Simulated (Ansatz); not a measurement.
**Abstraction of H: C2H6O + GaH2O → C2H5O + GaH2(OH)**

Species: C2H6O (ethanol) `CCO`, singlet; GaH2O `[O][GaH2]`, doublet; C2H5O (ethoxy radical) `CC[O]`, doublet; GaH2(OH), singlet. A radical takes H: the energy is the difference in strength between two O–H bonds in different surroundings.

Shapes, held fixed at every level: PBE0-D4/def2-TZVP. Flexible molecules stand in one conformer, not always the lowest. Programs: Ansatz 0.2.0. The zero-point and thermal change to 298 K, harmonic and unscaled (PBE0-D4/def2-TZVP), is -8.2 kJ/mol.

```tsv
level	kind	ΔH(298 K) (kJ/mol)	less CCSD(T)/def2-TZVPP
MP2/def2-TZVPP	perturbation theory	-50.0	-2.4
HF/def2-SVP	Hartree–Fock	-41.4	+6.2
B3LYP-D4/def2-TZVPP	global hybrid	-52.0	-4.4
BHLYP-D4/def2-TZVPP	global hybrid	-48.2	-0.6
PBE0-D4/def2-TZVPP	global hybrid	-53.4	-5.8
r2SCAN0-D4/def2-TZVPP	global hybrid	-52.6	-5.0
CCSD/def2-SVP	coupled cluster or CI	-45.7	+1.9
CCSD(T)/def2-TZVPP	coupled cluster or CI	-47.6	0.0
```

The highest level, CCSD(T)/def2-TZVPP, gives ΔH(298 K) = -47.6 kJ/mol; the levels span -53.4 to -41.4. The column of differences is taken from that level and isn't an error. No measured value is set beside it here. Open shells run unrestricted. Relativity is left out for Ga. Outer-core shells of Ga are correlated in most correlated rows, in sets that cover them unevenly.

Hydrogen transfer from ethanol to the gallium oxyl radical is exothermic at every level, so the O–H bond formed in GaH2(OH) is stronger than the one broken in ethanol. The likely reason lies largely in the radicals. In ethoxy, the adjacent C–H and C–C bonds donate into the half-filled oxygen 2p orbital and ease the loss of hydrogen. On gallium, the oxygen is bound to an electropositive centre through a strongly polar bond, which probably offers the electron hole less delocalisation. The thermal and zero-point term of -8.2 kJ/mol favours the products too, plausibly because the Ga–O–H bend is softer than the C–O–H bend it replaces.

Because an O–H bond is exchanged for another, much of the correlation error should cancel, and even Hartree–Fock gives -41.4 kJ/mol. The sign is therefore well supported, whereas the ordering of the hybrids is no general ranking of them. The exothermicity makes the abstraction favourable in enthalpy but doesn't establish a low barrier.
